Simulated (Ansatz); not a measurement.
## A series in volume scale on Hf₃Au

Free energy against uniform scaling of the volume at fixed shape and fractions; periodic cell, basis, potentials, k mesh and filling as listed. The results are calculated, by Ansatz 0.2.0.

The cell before it is scaled or strained (space group Pm-3m, No. 221):
```
CELL_PARAMETERS angstrom
4.36510 0.00000 0.00000
0.00000 4.36510 0.00000
0.00000 0.00000 4.36510
ATOMIC_POSITIONS crystal
Hf 0.50000 0.00000 0.00000
Hf 0.00000 0.50000 0.00000
Hf 0.00000 0.00000 0.50000
Au 0.50000 0.50000 0.50000
```

Settings of every row: functional PBEsol; dispersion none; potentials PAW; wave cutoff 470 eV; density cutoff 1880 eV; k mesh 5x5x5; k shift 0x0x0; occupations cold; smearing width 0.1 eV; spin none.

Limits: coarse k mesh, up to 40 meV an atom off; no spin-orbit coupling, which can matter with elements this heavy; the cell comes from a prototype or a list of computed structures and needn't be the stable phase.

```
row  volume scale  V (Å³/atom)  energy above lowest point (meV/atom)  pressure (GPa)
  1        0.9406       19.558                                     0            0.47
  2        0.9703       20.176                                     ?               ?
  3             1       20.793                                  24.8           -6.55
  4        1.0297       21.411                                  55.6           -9.36
  5        1.0594       22.028                                  96.5          -11.78
```

Question: what energy above lowest point and pressure should row 2 give?

Worked fit of energy above lowest point. Take u = (V_r/V)^(2/3) − 1 with V_r = 21.102 Å³ an atom, which is twice the finite (Eulerian) strain; such expansions in the strain, on which the Birch-Murnaghan equation of state is built, carry the rest volume and the bulk modulus. The shown rows have u = 0.05196, 0.00988, -0.00964, -0.02823. Least squares give energy above lowest point = 38.86 − 1585.8 × u + 16128 × u² meV/atom; a straight line predicts inner rows, each left out in turn, worse (root mean square 16 against 0.095 meV/atom). All shown rows lie on it to the printed digit. Its lowest point lies at u = 0.0492, or V = 19.64 Å³ an atom, and the curvature there gives the bulk modulus at fixed shape and fractions, B = (4/9)(1 + u)² E″(u)/V = 129 GPa. The withheld row has u = 0.03037, so the fit gives 38.86 − 1585.8 × (0.03037) + 16128 × (0.03037)² = 5.6 meV/atom.

The calculation gave 5.7 meV/atom. The fit lies 0.1 meV/atom (1.8 % of the value, 0.1 % of the column's range) below it, one unit of the last digit.

Worked fit of pressure. Take u = (V_r/V)^(2/3) − 1 with V_r = 21.102 Å³ an atom, which is twice the finite (Eulerian) strain; such expansions in the strain, on which the Birch-Murnaghan equation of state is built, carry the rest volume and the bulk modulus. The shown rows have u = 0.05196, 0.00988, -0.00964, -0.02823. Least squares give pressure = −8.008 + 144.01 × u + 368.4 × u² GPa; a straight line predicts inner rows, each left out in turn, worse (root mean square 0.36 against 0.0033 GPa). All shown rows lie on it to the printed digit. The pressure vanishes at u = 0.0494, or V = 19.63 Å³ an atom, and there the bulk modulus at fixed shape and fractions is B = −V dP/dV = (2/3)(1 + u) dP/du = 126 GPa. The withheld row has u = 0.03037, so the fit gives −8.008 + 144.01 × (0.03037) + 368.4 × (0.03037)² = -3.29 GPa.

The calculation gave -3.31 GPa. The fit lies 0.02 GPa (0.16 % of the column's range) above it; its largest miss of a shown row is 0.00 GPa.
